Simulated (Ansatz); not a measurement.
# A series in volume ratio on BiS

All results are calculated (Ansatz 0.2.0). Plane-wave density functional theory, PAW datasets, Gaussian smearing 0.05 eV: equation of state, the given cell scaled in volume with shape and atoms relaxed at each volume.

The cell before it is scaled or strained (space group Pm-3m, No. 221):
```
CELL_PARAMETERS angstrom
3.57980 0.00000 0.00000
0.00000 3.57980 0.00000
0.00000 0.00000 3.57980
ATOMIC_POSITIONS crystal
Bi 0.00000 0.00000 0.00000
S 0.50000 0.50000 0.50000
```

Settings of every row: paw set soft_2; functional PBE; spin treatment none; moment partition spheres; spin axis none; wave cutoff 420 eV; k mesh 10x10x10; symmetry use detected.

Atom hubbard u: 0 on all atoms.

Limits: no spin-orbit coupling, which can matter with elements this heavy; the cell comes from a prototype or a list of computed structures and needn't be the stable phase.

| row | volume ratio | V (Å³/atom) | pressure (GPa) | energy above given cell (meV per atom) |
| --- | --- | --- | --- | --- |
| 1 | 0.945 | 21.676 | 4.675 | 17.66 |
| 2 | 0.96 | 22.021 | 3.262 | 9.08 |
| 3 | 0.98 | 22.479 | 1.542 | 2.19 |
| 4 | 1 | 22.938 | 0.001 | 0 |
| 5 | 1.02 | 23.397 | -1.386 | 2 |
| 6 | 1.04 | 23.856 | ? | ? |
| 7 | 1.07 | 24.544 | -4.172 | 22.63 |
| 8 | 1.1 | 25.232 | -5.454 | 43.44 |

Question: what pressure and energy above given cell should row 6 give?

Worked fit of pressure. Take u = (V_r/V)^(2/3) − 1 with V_r = 22.938 Å³ an atom, which is twice the finite (Eulerian) strain; such expansions in the strain, on which the Birch-Murnaghan equation of state is built, carry the rest volume and the bulk modulus. The shown rows have u = 0.03845, 0.02757, 0.01357, 0, -0.01312, -0.04411, -0.06157. Least squares give pressure = −0.0041 + 109.077 × u + 332.93 × u² GPa; a straight line predicts inner rows, each left out in turn, worse (root mean square 0.31 against 0.0086 GPa). The rows lie off it by -0.007, 0.006, 0.005, 0.005, -0.008, -0.004, 0.004 (root mean square 0.0057 GPa). The pressure vanishes at u = 0.0000, or V = 22.94 Å³ an atom, and there the bulk modulus with shape and atoms relaxed is B = −V dP/dV = (2/3)(1 + u) dP/du = 72.7 GPa. The withheld row has u = -0.02582, so the fit gives −0.0041 + 109.077 × (-0.02582) + 332.93 × (-0.02582)² = -2.599 GPa.

The calculation gave -2.618 GPa. The fit lies 0.019 GPa (0.19 % of the column's range) above it; its largest miss of a shown row is 0.008 GPa.

Worked fit of energy above given cell. Take u = (V_r/V)^(2/3) − 1 with V_r = 22.938 Å³ an atom, which is twice the finite (Eulerian) strain; such expansions in the strain, on which the Birch-Murnaghan equation of state is built, carry the rest volume and the bulk modulus. The shown rows have u = 0.03845, 0.02757, 0.01357, 0, -0.01312, -0.04411, -0.06157. Least squares give energy above given cell = 0.012 − 2.89 × u + 11798.3 × u² + 6203 × u³ meV per atom; a parabola predicts inner rows, each left out in turn, worse (root mean square 0.22 against 0.12 meV per atom). The rows lie off it by -0.04, 0.05, 0.03, -0.01, -0.07, 0.07, -0.03 (root mean square 0.048 meV per atom), a smooth pattern that one more power would take up: the form is only approximate. Its lowest point lies at u = 0.0001, or V = 22.93 Å³ an atom, and the curvature there gives the bulk modulus with shape and atoms relaxed, B = (4/9)(1 + u)² E″(u)/V = 73.3 GPa. The withheld row has u = -0.02582, so the fit gives 0.012 − 2.89 × (-0.02582) + 11798.3 × (-0.02582)² + 6203 × (-0.02582)³ = 7.85 meV per atom.

The calculation gave 7.81 meV per atom. The fit lies 0.04 meV per atom (0.092 % of the column's range) above it; its largest miss of a shown row is 0.07 meV per atom.
